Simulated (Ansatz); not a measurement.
# Bi: energy change per atom and pressure against volume scale

Plane-wave DFT, scalar-relativistic PAW made under PBE with cores redone for the functional, no dispersion; the given relaxed cell is scaled uniformly, energy at zero smearing counts from the unscaled cell, pressure at the given Fermi-Dirac smearing is positive in compression. The results are calculated, by Ansatz 0.2.0.

The cell before it is scaled or strained (space group Im-3m, No. 229):
```
cell vectors (Å)
  -1.9837     1.9837     1.9837
   1.9837    -1.9837     1.9837
   1.9837     1.9837    -1.9837
atoms (fractions of the cell vectors)
Bi  0.00000  0.00000  0.00000
```

Settings of every row: spin polarised no; functional r2SCAN; wave cutoff 500 eV; smearing width 0.1 eV; k mesh 13x13x13.

Atom starting moment: 0 on all atoms.

Limits: no spin-orbit coupling, which can matter with elements this heavy; the cell comes from a prototype or a list of computed structures and needn't be the stable phase.

| row | volume scale | V (Å³/atom) | energy change per atom (meV) | pressure (GPa) |
| --- | --- | --- | --- | --- |
| 1 | 0.88 | 27.477 | 98.47 | 9.42 |
| 2 | 0.92 | 28.726 | 40.7 | 5.55 |
| 3 | 0.96 | 29.975 | 9.64 | 2.47 |
| 4 | 1.04 | 32.473 | ? | ? |
| 5 | 1.08 | 33.722 | 29.79 | -3.63 |
| 6 | 1.12 | 34.971 | 63.32 | -4.91 |

Question: what energy change per atom and pressure should row 4 give?

Worked fit of energy change per atom. Take u = (V_r/V)^(2/3) − 1 with V_r = 29.975 Å³ an atom, which is twice the finite (Eulerian) strain; such expansions in the strain, on which the Birch-Murnaghan equation of state is built, carry the rest volume and the bulk modulus. The shown rows have u = 0.05973, 0.02878, 0, -0.07552, -0.09767. Least squares give energy change per atom = 9.628 + 712.82 × u + 12940.8 × u² meV; a straight line predicts inner rows, each left out in turn, worse (root mean square 34 against 0.24 meV). The rows lie off it by 0.10, -0.16, 0.01, 0.19, -0.13 (root mean square 0.13 meV). Its lowest point lies at u = -0.0275, or V = 31.26 Å³ an atom, and the curvature there gives the bulk modulus at fixed shape and fractions, B = (4/9)(1 + u)² E″(u)/V = 55.8 GPa. The withheld row has u = -0.05196, so the fit gives 9.628 + 712.82 × (-0.05196) + 12940.8 × (-0.05196)² = 7.53 meV.

The calculation gave 7.79 meV. The fit lies 0.26 meV (3.3 % of the value, 0.29 % of the column's range) below it; its largest miss of a shown row is 0.19 meV.

Worked fit of pressure. Take u = (V_r/V)^(2/3) − 1 with V_r = 29.975 Å³ an atom, which is twice the finite (Eulerian) strain; such expansions in the strain, on which the Birch-Murnaghan equation of state is built, carry the rest volume and the bulk modulus. The shown rows have u = 0.05973, 0.02878, 0, -0.07552, -0.09767. Least squares give pressure = 2.465 + 100.67 × u + 259.6 × u² GPa; a straight line predicts inner rows, each left out in turn, worse (root mean square 0.68 against 0.037 GPa). The rows lie off it by 0.02, -0.03, 0.01, 0.03, -0.02. The pressure vanishes at u = -0.0263, or V = 31.2 Å³ an atom, and there the bulk modulus at fixed shape and fractions is B = −V dP/dV = (2/3)(1 + u) dP/du = 56.5 GPa. The withheld row has u = -0.05196, so the fit gives 2.465 + 100.67 × (-0.05196) + 259.6 × (-0.05196)² = -2.06 GPa.

The calculation gave -2.01 GPa. The fit lies 0.05 GPa (2.5 % of the value, 0.35 % of the column's range) below it; its largest miss of a shown row is 0.03 GPa.
